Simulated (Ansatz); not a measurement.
## Trial structures of SiSn₄: starts and ends

These are results of DFT PBE, scalar-relativistic, plane waves, PAW in Ansatz, not measurements. Settings: cutoff 420 eV, Γ-centred meshes spaced at most about 0.3 Å⁻¹, and about 0.25 Å⁻¹ or finer for metals (2π included), Gaussian smearing. No spin polarisation in the final relaxations.

Each guess was relaxed in cell and atoms at zero pressure, within the symmetry of its start. Temperature and zero-point effects are left out. Coordination counts Sn atoms around Si (those within 1.25 times the shortest such distance or 1.15 times the sum of covalent radii; the shortest distance is added where it is long for a bond).

```tsv
guess	made from	start group	V start (Å³/atom)	end group	V end (Å³/atom)	coordination at the end	gap on mesh (eV)	E over the lowest end (meV/atom)
1	Hg4Pt type	Im-3m	24.3	Im-3m	28.8	Si 8	0	74
2	random cell	R-3m	30.2	?	?	?	?	?
3	FeCl4 type	Cmmm	24.9	Cmmm	27.1	Si 6	0	0
4	random cell	P6/mmm	30.1	P6/mmm	37.1	Si 2	0	531
5	random cell	F-43m	28.0	F-43m	32.7	Si 12 from 3.6 Å	0	389
```

Guess 2 as it starts:

```cif
data_structure
_symmetry_space_group_name_H-M 'R-3m:H'
_symmetry_Int_Tables_number 166
_cell_length_a 7.0183
_cell_length_b 7.0183
_cell_length_c 10.6081
_cell_angle_alpha 90.000
_cell_angle_beta 90.000
_cell_angle_gamma 120.000
_cell_volume 452.52
loop_
_atom_site_label
_atom_site_type_symbol
_atom_site_symmetry_multiplicity
_atom_site_Wyckoff_symbol
_atom_site_fract_x
_atom_site_fract_y
_atom_site_fract_z
_atom_site_occupancy
Si1 Si 3 b 0.33333 0.66667 0.16667 1
Sn1 Sn 9 d 0.16667 0.33333 0.83333 1
Sn2 Sn 3 a 0.00000 0.00000 0.00000 1
```

Task: Fill in the missing row: what does this guess relax into, and where does it rank?

Result: It ends in space group R-3m (No. 166), with a = 6.240 Å, c = 15.181 Å, 34.1 Å³/atom and no gap. It lies 0.36 eV/atom over the lowest end, above guess 1 and below guess 5. Counting Sn atoms around Si, this end has Si 6 from 3.1 Å and the lowest (guess 3) has Si 6.

```cif
data_structure
_symmetry_space_group_name_H-M 'R-3m:H'
_symmetry_Int_Tables_number 166
_cell_length_a 6.2401
_cell_length_b 6.2401
_cell_length_c 15.1811
_cell_angle_alpha 90.000
_cell_angle_beta 90.000
_cell_angle_gamma 120.000
_cell_volume 511.93
loop_
_atom_site_label
_atom_site_type_symbol
_atom_site_symmetry_multiplicity
_atom_site_Wyckoff_symbol
_atom_site_fract_x
_atom_site_fract_y
_atom_site_fract_z
_atom_site_occupancy
Si1 Si 3 b 0.33333 0.66667 0.16667 1
Sn1 Sn 9 d 0.16667 0.33333 0.83333 1
Sn2 Sn 3 a 0.00000 0.00000 0.00000 1
```

Formation energies are uncorrected and refer to the elements' standard structures at the same level. The references include grey tin.

Task: Is the lowest end bound against the elements?

Result: No: its formation energy is +0.21 eV/atom. A positive value: parting into the elements would lower its energy.

Cells relaxed within their symmetry can be saddle points. A lower structure may well exist outside this small set. Some structure types and database cells were kept out of the candidates from the start, so a known form may be missing.

Guess 2 contracts in the plane and stretches along c, but every atom sits on a site without free coordinates. Si therefore stays at the centre of a flat ring of six Sn, with Si–Sn and Sn–Sn contacts in the layer forced to the same length. At 3.1 Å this suits metallic Sn–Sn contacts but is far too long for a strong Si–Sn bond, which probably accounts for much of the energy penalty. Coordination number alone is thus a poor guide: the lowest end also has Si 6.

Across the set, energy mostly rises with volume, but guess 5 breaks the order, being denser than guess 2 yet higher in energy.

The positive formation energy of even the lowest end fits the known absence of stable Si–Sn compounds and the very small mutual solubility of the solids. Both elements belong to the same group and differ little in electronegativity, so charge transfer offers little to offset the size mismatch and the loss of silicon's strong tetrahedral Si–Si bonds.
